\section*{Microiterations: effective core Hessian and convergence condition, applied to bcc screw dislocations}

\subsection*{1. Relaxed surface}

Split the coordinates into core $x_c$ and environment $x_e$. Energy $E(x_c,x_e)$, gradients $g_c=\partial E/\partial x_c$, $g_e=\partial E/\partial x_e$ (force $=-g$), Hessian blocks $H_{cc}$, $H_{ce}=H_{ec}^T$, $H_{ee}$. Assume $H_{ee}>0$: any unstable direction must lie in the core.

Relax the environment at every core step: $g_e(x_c,x_e^*(x_c))=0$, $\tilde E(x_c)=E(x_c,x_e^*(x_c))$. Differentiating the condition gives the response
\begin{equation}
\Phi\equiv\frac{dx_e^*}{dx_c}=-H_{ee}^{-1}H_{ec}. \label{resp}
\end{equation}
The chain rule, applied twice, gives
\begin{equation}
\tilde g=g_c+\Phi^Tg_e=g_c\big|_{x_e^*},\qquad
\tilde H=H_{cc}+H_{ce}\Phi=H_{cc}-H_{ce}H_{ee}^{-1}H_{ec}. \label{schur}
\end{equation}
$\tilde H$ is the Schur complement. The subtracted term is positive semidefinite, so relaxation only softens: $\tilde H\le H_{cc}$. Successive eliminations compose, so coordinates may be removed shell by shell.

\emph{Residual gradient.} Stop early at $x_e=x_e^*+\delta$. To first order $g_e=H_{ee}\delta$ and $g_c=\tilde g+H_{ce}\delta$:
\begin{equation}
g_c-\tilde g=H_{ce}H_{ee}^{-1}g_e=-\Phi^Tg_e,\qquad
E-\tilde E=\tfrac12\,g_e^TH_{ee}^{-1}g_e. \label{bias}
\end{equation}
The gradient bias is first order in the residual, the energy bias second order. Adding $\Phi^Tg_e$ to the computed $g_c$ removes the first-order bias.

\subsection*{2. Cheap surface with frozen force correction}

Core fixed. Expensive level: gradient $g^H$, Hessian $H\equiv H_{ee}$. Cheap level: $E^L$, $g^L$, Hessian $L\equiv H_{ee}^{\rm low}$, with $L>0$ so that the inner problem has a minimum. Cycle $k$: one expensive gradient at $x_k$, freeze $\Delta_k=g^H(x_k)-g^L(x_k)$, minimise $E^L(x)+\Delta_k\cdot x$ fully. Stationarity: $g^L(x_{k+1})+\Delta_k=0$. At a fixed point this reads $g^H=0$, so the answer does not depend on the cheap level; only the rate does. For harmonic surfaces, with $e_k=x_k-x_e^*$, one has $L(x_{k+1}-x_k)=-He_k$, hence
\begin{equation}
e_{k+1}=-L^{-1}(H-L)\,e_k. \label{iter}
\end{equation}
This converges for every start iff the spectral radius obeys
\begin{equation}
\rho\big[L^{-1}(H-L)\big]=\max_i|\mu_i-1|<1,\qquad Hv_i=\mu_iLv_i. \label{cond}
\end{equation}
The $\mu_i$ are real, and (\ref{cond}) means $0<\mu_i<2$: $H>0$ and $2L-H>0$. The cheap surface may be arbitrarily too stiff (slow, monotone convergence) but must be more than half as stiff as the expensive one in every direction. The iteration matrix is self-adjoint in the product $u^TLv$, so $\|e\|_L$ shrinks by at least $\rho$ per cycle; a reduction by $10^{-3}$ needs at most $n=\lceil\ln10^3/\ln(1/\rho)\rceil$ expensive gradients.

Scope. For anharmonic surfaces the statement is local: $\rho<1$ attracts, $\rho>1$ repels. If core and environment are both moved on the corrected cheap surface, (\ref{cond}) holds with the full Hessians in place of the $ee$ blocks. Scaling each step by $\omega$ replaces $\mu_i$ by $\omega\mu_i$; the best choice is
\begin{equation}
\omega_*=\frac{2}{\mu_{\min}+\mu_{\max}},\qquad
\rho_*=\frac{\mu_{\max}-\mu_{\min}}{\mu_{\max}+\mu_{\min}}<1. \label{damp}
\end{equation}

\subsection*{3. Model: $\frac12\langle111\rangle$ screw in a clamped cylinder}

Axes $x\parallel[11\bar2]$ (glide), $y\parallel[\bar110]$, $z\parallel[111]$ (line). Lattice parameter $a$, Burgers vector $b=\sqrt3a/2$, valley spacing $a_p=\sqrt{2/3}\,a$, $\beta=b/2\pi$. Fields do not depend on $z$; energies are per unit length. With $C'=(C_{11}-C_{12})/2$, bulk modulus $K$ and Zener ratio $A=C_{44}/C'$, the cubic energy density in cube axes is
\begin{equation}
w=\tfrac12K(\mathrm{tr}\,\varepsilon)^2+C'\sum_i\big(\varepsilon_{ii}-\tfrac13\mathrm{tr}\,\varepsilon\big)^2+2C_{44}\sum_{i<j}\varepsilon_{ij}^2. \label{cubic}
\end{equation}
In the dislocation axes, with $\gamma_{ij}=2\varepsilon_{ij}$ and $\zeta=\varepsilon_{xx}-\varepsilon_{yy}$, its shear part is
\begin{equation}
w_s=\tfrac12G_a(\gamma_{xz}^2+\gamma_{yz}^2)+\tfrac12G_p(\zeta^2+\gamma_{xy}^2)+c\,(\gamma_{xy}\gamma_{yz}-\zeta\gamma_{xz}), \label{rot}
\end{equation}
$G_a=(2C'+C_{44})/3$, $G_p=(C'+2C_{44})/3$, $c=\sqrt2(C'-C_{44})/3$. Sections 3 to 5 keep $u_z$ only. Local in-plane relaxation would lower $G_a$ by at most the fraction
\begin{equation}
\kappa^2=\frac{c^2}{G_aG_p}=\frac{2(A-1)^2}{(2+A)(1+2A)}, \label{kappa}
\end{equation}
which sets the relative size of the neglected elastic term.

Core coordinate: the line position $d$ along $x$, all other atoms inside $r_c$ already eliminated. Lattice term $V(d)=\frac{U}{2b}[1-\cos(2\pi d/a_p)]$, with barrier $U$ per length $b$; curvature $\pm V_2$ at valley and saddle,
\begin{equation}
V_2=\frac{2\pi^2U}{b\,a_p^2}=\frac{2\sqrt3\,\pi^2U}{a^3}. \label{V2}
\end{equation}
Displacements are measured from the centred Volterra field $u_z=\beta\theta$. Shifting the line by $d$ adds $\beta d\sin\theta/r$, so only the $\sin\theta$ harmonic couples. Environment coordinates: amplitudes $a_j$ of $\sin\theta$ on rings $r_j=r_ce^{j\sigma}$, $j=0,\dots,N-1$; the ring $r_N=R$ is clamped, $a_N=0$.

\emph{Disc.} With $q=\beta d/r_c$, $u_z=[\beta d/r+(a_0-q)\,r/r_c]\sin\theta$ for $r<r_c$. The rim traction gives $\partial E/\partial a_0=\pi G_a(a_0-2q)$. The regular part is a uniform shear $\gamma_{yz}=(a_0-q)/r_c$, and the Peach--Koehler force gives $-\partial E/\partial d=G_ab\,(a_0-q)/r_c$; its sign follows from equality of the mixed derivatives. Both come from
\begin{equation}
E_{\rm disc}=\pi G_a\big(q^2-2qa_0+\tfrac12a_0^2\big). \label{disc}
\end{equation}
\emph{Annuli.} With $s=\ln r$ the energy is $\frac{\pi G_a}{2}\int[(da/ds)^2+a^2]\,ds$. Minimised between two rings it equals $\frac{\pi G_a}{2}[(a_j^2+a_{j+1}^2)\coth\sigma-2a_ja_{j+1}/\sinh\sigma]$. Blocks:
\begin{equation}
H_{cc}=V''+\frac{2\pi G_a\beta^2}{r_c^2},\qquad H_{c0}=-\frac{2\pi G_a\beta}{r_c}, \label{blocks}
\end{equation}
and $H_{ee}/\pi G_a$ is tridiagonal: $1+\coth\sigma$ in the first diagonal place, $2\coth\sigma$ in the others, $-1/\sinh\sigma$ off the diagonal. The harmonic field with the dipole singularity that vanishes at $R$ solves (\ref{resp}):
\begin{equation}
\Phi_j=\beta\Big(\frac1{r_j}-\frac{r_j}{R^2}\Big). \label{phi}
\end{equation}
Insert $\Phi_0$ in (\ref{schur}):
\begin{equation}
H_{cc}=V''+k(r_c),\qquad \tilde H=V''+k(R),\qquad k(r)=\frac{G_ab^2}{2\pi r^2}. \label{keff}
\end{equation}
The Schur term moves the rigid wall from $r_c$ to $R$, for any $N$. Dimensionless spring:
\begin{equation}
\eta=\frac{k(r_c)}{V_2}=\frac{\sqrt3\,G_a\,a^5}{16\pi^3\,U\,r_c^2}. \label{eta}
\end{equation}

\subsection*{4. Frozen against relaxed environment}

Inputs: typical, approximate values; elastic constants near 300 K in eV/\AA$^3$ (1 eV/\AA$^3=160.2$ GPa), $U$ typical of density-functional calculations at 0 K. Geometry for all: $r_c=10$ \AA, $R=100$ \AA, so $k(R)=k(r_c)/100$.

\begin{center}
\begin{tabular}{lccccccc}
 & $a$ (\AA) & $C'$ & $C_{44}$ & $U$ (eV) & $A$ & $G_a$ & $\kappa^2$\\ \hline
W  & 3.165 & 0.995 & 1.005 & 0.085 & 1.01 & 0.998 & $2\times10^{-5}$\\
Mo & 3.147 & 0.942 & 0.680 & 0.050 & 0.72 & 0.855 & 0.023\\
Ta & 3.303 & 0.325 & 0.512 & 0.040 & 1.58 & 0.387 & 0.045\\
Nb & 3.301 & 0.350 & 0.179 & 0.035 & 0.51 & 0.293 & 0.094\\
Fe & 2.866 & 0.300 & 0.724 & 0.040 & 2.41 & 0.441 & 0.16\\
Na & -- & 0.0037 & 0.026 & -- & 7.0 & -- & --
\end{tabular}
\end{center}

Freeze the environment as relaxed for $d=0$. With $\xi=2\pi d/a_p$ the profile in units of $U/b$ is $\frac12(1-\cos\xi)+\frac14\eta\xi^2$. The saddle solves $\sin\xi=-\eta\xi$ just beyond $\pi$; its height $B$ is the apparent barrier over the true one. Saddle and second valley merge where also $\cos\xi=-\eta$, that is $\tan\xi=\xi$, $\xi=4.493$, $\eta=0.217$. Above that the frozen surface has no second valley.

W in full: $b=2.741$ \AA, $a_p=2.584$ \AA, valley $H_{cc}=0.104$ and $\tilde H=0.092$ eV/\AA$^3$. Relaxed out to $R$, the barrier rises only by $\pi^2\eta/400=0.003$. A Newton step on $d$ that uses $H_{cc}$ where $\tilde H$ belongs multiplies the distance to the stationary point by $1-\tilde H/H_{cc}$: $0.11$ at the valley and $-0.15$ at the saddle, where $H_{cc}=-V_2+k(r_c)$. Quadratic convergence degrades to linear.

\begin{center}
\begin{tabular}{lccccccc}
 & $V_2$ & $k(r_c)$ & $\eta$ & $B$ & $F_P$ & $\epsilon_{\rm coh}$ & $\epsilon_{\rm rnd}$\\ \hline
W  & 92 & 11.9 & 0.13 & 1.37 & 103 & 0.60 & 26\\
Mo & 55 & 10.1 & 0.18 & 1.56 & 61 & 0.36 & 15\\
Ta & 38 & 5.0 & 0.13 & 1.38 & 47 & 0.28 & 12\\
Nb & 33 & 3.8 & 0.11 & 1.32 & 41 & 0.25 & 10\\
Fe & 58 & 4.3 & 0.074 & 1.20 & 54 & 0.28 & 13
\end{tabular}
\end{center}
$V_2$, $k$ in meV/\AA$^3$; $F_P$, $\epsilon$ (Section 5) in meV/\AA. All entries are the model's.

\emph{Trend.} $\eta\propto(G_aa^3/U)(a/r_c)^2$: elastic energy per cell over barrier, times a geometric factor. W has the stiffest spring, but also the largest $U$; the two cancel and W sits level with Ta, whose spring is less than half as stiff. Mo keeps most of the modulus of W with a much lower barrier, and comes closest to $0.217$. Fe is lowest through $a^5$: its 10 \AA{} core holds more lattice spacings.

\emph{Neglected terms.} The clamped-wall energy to all orders is $-\frac{G_ab^2}{4\pi}\ln(1-d^2/r_c^2)$, from the regular field $\beta\,\mathrm{Im}\ln[1-d(x+iy)/r_c^2]$; it raises $B$ by $0.01$ for Mo and less for the others. The in-plane coupling changes $k$, $\eta$ and $B-1$ by a fraction of order $\kappa^2$: nil for W, up to $0.16$ for Fe, less than the gap between Fe and Nb, but enough to leave the order of W, Ta and Nb open. That order also depends on the second figure of $U$.

\subsection*{5. Bias from residual forces}

Atom $i$ of a slab of thickness $b$ has response $\Phi_i=\beta\sin\theta_i(1/r_i-r_i/R^2)$; the areal density is $n_A=2b/a^3=\sqrt3/a^2$. By (\ref{bias}) the bias of the force on a length $b$ of line has magnitude $|\sum_i\Phi_ig_{z,i}|$. Two limits, sums replaced by integrals.

Coherent, $g_{z,i}=\epsilon\,\mathrm{sgn}(\sin\theta_i)$, the upper bound under a maximum-force criterion $\epsilon$:
\begin{equation}
F_{\rm coh}=4\epsilon\beta n_A\Lambda=\frac{3\Lambda}{\pi a}\,\epsilon,\qquad
\Lambda=R-r_c-\frac{R^3-r_c^3}{3R^2}. \label{coh}
\end{equation}
Random, independent zero-mean components of rms $\epsilon$:
\begin{equation}
F_{\rm rnd}=\epsilon\sqrt{\frac{3\sqrt3}{16\pi}J},\qquad
J=\ln\frac{R}{r_c}-\Big(1-\frac{r_c^2}{R^2}\Big)+\frac14\Big(1-\frac{r_c^4}{R^4}\Big). \label{rnd}
\end{equation}
Here $\Lambda=56.7$ \AA, $J=1.56$, $F_{\rm rnd}=0.40\,\epsilon$ for every metal, and $F_{\rm coh}=17.1\,\epsilon$ for W. The scale is the largest lattice force on a length $b$, $F_P=\pi U/a_p$. The table lists the tolerance at which the bias is $0.1F_P$:
\begin{equation}
\epsilon_{\rm coh}=\frac{0.1\,\pi^2U}{\sqrt6\,\Lambda},\qquad \epsilon_{\rm rnd}=\frac{0.1\,F_P\,\epsilon}{F_{\rm rnd}}. \label{tol}
\end{equation}
For W and $\epsilon=10$ meV/\AA{} the coherent bound is $171$ meV/\AA, above $F_P$; the random bias is $4.0$ meV/\AA.

\emph{Trend.} $H_{ce}$ and $H_{ee}$ both scale with $G_a$, so $\Phi$ has no modulus in it. In $F_{\rm coh}/F_P$ the lattice parameter cancels too: $\epsilon_{\rm coh}$ follows $U$ alone, equal for Ta and Fe, loosest for W. Since $\Phi\sim1/r$ and the number of atoms per shell grows as $r$, $F_{\rm coh}$ grows linearly with $R$, $F_{\rm rnd}$ only as $\sqrt{\ln R}$. A fixed per-atom tolerance becomes weaker as the surroundings grow, if the residual is smooth. Monitor $\Phi^Tg_e$ itself, or add it to $g_c$. As $\Phi$ is purely geometric, an isotropic cheap medium with any modulus supplies the exact antiplane $\Phi$.

\emph{Scale check.} The model's Peierls stress for W is $F_P/b^2=0.0138$ eV/\AA$^3$ ($2.2$ GPa). As typical knowledge, critical stresses of bcc transition metals extrapolated to 0 K lie a factor of about two to three below estimates of this kind; the model is high by that factor, and tolerances aimed at such stresses shrink by it.

\subsection*{6. Convergence: isotropic cheap medium around a cubic crystal}

Expensive level: cubic elasticity (\ref{cubic}), all three displacement components. Cheap level: isotropic medium with the same $K$ and one shear modulus $G$ between $C'$ and $C_{44}$. The three terms of (\ref{cubic}) are non-negative and map one to one, so every Rayleigh quotient $e^THe/e^TLe$ lies between $C'/G$ and $C_{44}/G$. Both ends are reached by $z$-independent fields: a wave with $\mathbf k\parallel[\bar110]\perp z$ feels $C'$ alone for polarisation $[110]$ and $C_{44}$ alone for $[001]$. Packets of such waves, short against $R-r_c$, vanish at both walls and approach the bounds. Hence, as a supremum that a finite mesh approaches from below,
\begin{equation}
\rho=\max\big(|C'/G-1|,\ |C_{44}/G-1|\big). \label{rho}
\end{equation}
Three choices: the antiplane modulus $G_a$; the Voigt average $G_V=(2C'+3C_{44})/5$; the midpoint $G_*=(C'+C_{44})/2$:
\begin{equation}
\rho_a=\frac{2|A-1|}{2+A},\qquad \rho_V=\frac{3|A-1|}{2+3A},\qquad \rho_*=\frac{|A-1|}{1+A}. \label{three}
\end{equation}

\begin{center}
\begin{tabular}{lccccc}
 & $\rho_a$ & $\rho_V$ & $\rho_*$ & $n_a$ & $n_*$\\ \hline
W  & 0.007 & 0.006 & 0.005 & 2 & 2\\
Mo & 0.20 & 0.20 & 0.16 & 5 & 4\\
Ta & 0.32 & 0.26 & 0.22 & 7 & 5\\
Nb & 0.39 & 0.41 & 0.32 & 8 & 7\\
Fe & 0.64 & 0.46 & 0.41 & 16 & 8\\
Na & 1.34 & 0.78 & 0.75 & diverges & 25
\end{tabular}
\end{center}

\emph{Trend.} Only $A$ enters; the magnitude of the moduli cancels in $L^{-1}H$. If $G$ gives weight $p$ to $C'$ and $1-p$ to $C_{44}$, then $C_{44}-G=p(C_{44}-C')$ and $C'-G=-(1-p)(C_{44}-C')$: the modulus with the smaller weight lies farther from $G$ and limits the rate. $G_a$ has $p=2/3$, so the $C_{44}$ mode limits; for $A>1$ it has $\mu>1$, alternates in sign, and diverges at $A\ge4$. $G_V$ has $p=2/5$, the $C'$ mode limits, and divergence needs $A\le1/6$. The two cross at $A=2/3$: only Nb prefers $G_a$. $G_*$ balances both modes, is symmetric under $A\to1/A$, coincides with (\ref{damp}) and never diverges.

$G_a$ is the modulus that reproduces the energy of a pure $u_z$ wave, yet that wave is no eigenmode: $[111]=[110]+[001]$, with weights $2/3$ and $1/3$. Fitting one Rayleigh quotient does not control the ends of the spectrum. For Na with $G_a$, $\mu_{\max}=2.34$ and $\mu_{\min}=0.33$; damping with $\omega_*=0.75$ restores convergence at the rate $\rho_*$.

\emph{What limits W.} The elastic $\rho$ of W is so small that terms outside the continuum model dominate, and $A-1$ is itself fixed only by the last digit of the inputs. For two atomistic levels with perfect-crystal force constants, extending $e$ by zero outside the environment bounds $\mu$ by the eigenvalues of $D_L^{-1}(\mathbf q)D_H(\mathbf q)$, the dynamical matrices at wave vectors compatible with period $b$ along $z$. For a shared polarisation $\mu=(\omega_H/\omega_L)^2$ in terms of phonon frequencies: divergence at a ratio $\sqrt2=1.41$, and an illustrative ratio $1.10$ anywhere on that zone section gives $\rho=0.21$, $n=5$, the size of the whole anisotropy effect in Mo or Ta. The shear strain at the rim, $\beta/r_c=0.044$ for W, also shifts $H$ and $L$ by their different anharmonic constants. For W the cheap level is therefore to be judged by short-wavelength phonons and strained force constants near $r_c$; for Fe, and more so for Na, the long-wavelength anisotropy already sets $\rho$, and a cheap medium with cubic constants removes that part.